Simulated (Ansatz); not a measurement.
**Computed against measured: atomisation enthalpy at 298 K**

6 molecules holding an element from Na to Cl; the atomisation enthalpy at 298 K in kJ/mol, computed less measured. Shapes, held fixed at every level: PBE0-D4/def2-TZVP. Flexible molecules stand in one conformer, not always the lowest. Thermal terms are harmonic and unscaled (PBE0-D4/def2-TZVP); the spin-orbit lowering of the free atoms is taken from their spectra. Programs: Ansatz 0.2.0. Measured values: Active Thermochemical Tables, CRC Handbook of Chemistry and Physics, NIST-JANAF tables.

Levels: A = B2PLYP/def2-TZVPP; B = MP2/def2-TZVPP; C = CCSD(T)/def2-TZVPP.

```
                          molecule  from tabulated heats    A    B     C
           HCl (hydrogen chloride)                   431  -11   -9   -11
      CH2ClF (chlorofluoromethane)                  1617  -22   -2   -49
Si(CH3)Cl3 (methyltrichlorosilane)                  2714  -15  +36   -45
       C3H8S2 (1,3-propanedithiol)                  4478  -65  -73  -118
      C4H8Cl2 (1,4-dichlorobutane)                  5037  -72  -52  -131
        C5H10S (cyclopentanethiol)                  6089  -80  -69  -150
```

Question: Sum up the errors.

Answer: 
| level | kind | mean error | mean absolute error | worst case |
| --- | --- | --- | --- | --- |
| B2PLYP/def2-TZVPP | double hybrid | -44.2 | 44.2 | C5H10S |
| MP2/def2-TZVPP | perturbation theory | -28.2 | 40.2 | C3H8S2 |
| CCSD(T)/def2-TZVPP | coupled cluster or CI | -84.0 | 84.0 | C5H10S |

On this set MP2/def2-TZVPP has the smallest mean absolute error and CCSD(T)/def2-TZVPP the largest. B2PLYP/def2-TZVPP is too low in 6 of 6; MP2/def2-TZVPP is too low in 5 of 6; CCSD(T)/def2-TZVPP is too low in 6 of 6. The heats of C4H8Cl2 come from older tables and can be uncertain by 10 kJ/mol or more. Heats of the atoms come from ATcT where it has them. The tabulated value of Si(CH3)Cl3 is in doubt (older tables, estimates, or at odds with other calculations) and kept here. Over the 5 molecules whose values aren't doubted the mean absolute errors are A 50.0; B 41.0; C 91.8. The smallest two are near a tie. For B2PLYP/def2-TZVPP and CCSD(T)/def2-TZVPP the error tends to grow with the atomisation enthalpy. Correlated wave functions converge slowly with the basis. The set is small.

CCSD(T) coming last reverses the order expected near the basis-set limit, where it normally describes such closed-shell, single-reference molecules far better than MP2. The likely cause is the triple-zeta basis, which recovers too little of the short-range correlation between electrons. Bond formation pairs electrons that were unpaired in the free atoms, so the loss is greater in the molecule than in its atoms, and the computed atomisation enthalpy comes out too low. The deficit accumulates over many bonds, which fits the large CCSD(T) errors for the dithiol, dichlorobutane and cyclopentanethiol.

MP2 gives stronger binding than CCSD(T) in every molecule, a difference that doesn't depend on the measured values. Its low mean error therefore probably reflects overestimated correlation binding offsetting the basis deficit, not a better account of the bonds. B2PLYP takes only part of its correlation from perturbation theory, which should soften its basis dependence. The ranking thus applies to these method and basis pairings, and doesn't separate missing valence correlation from missing core-valence correlation.
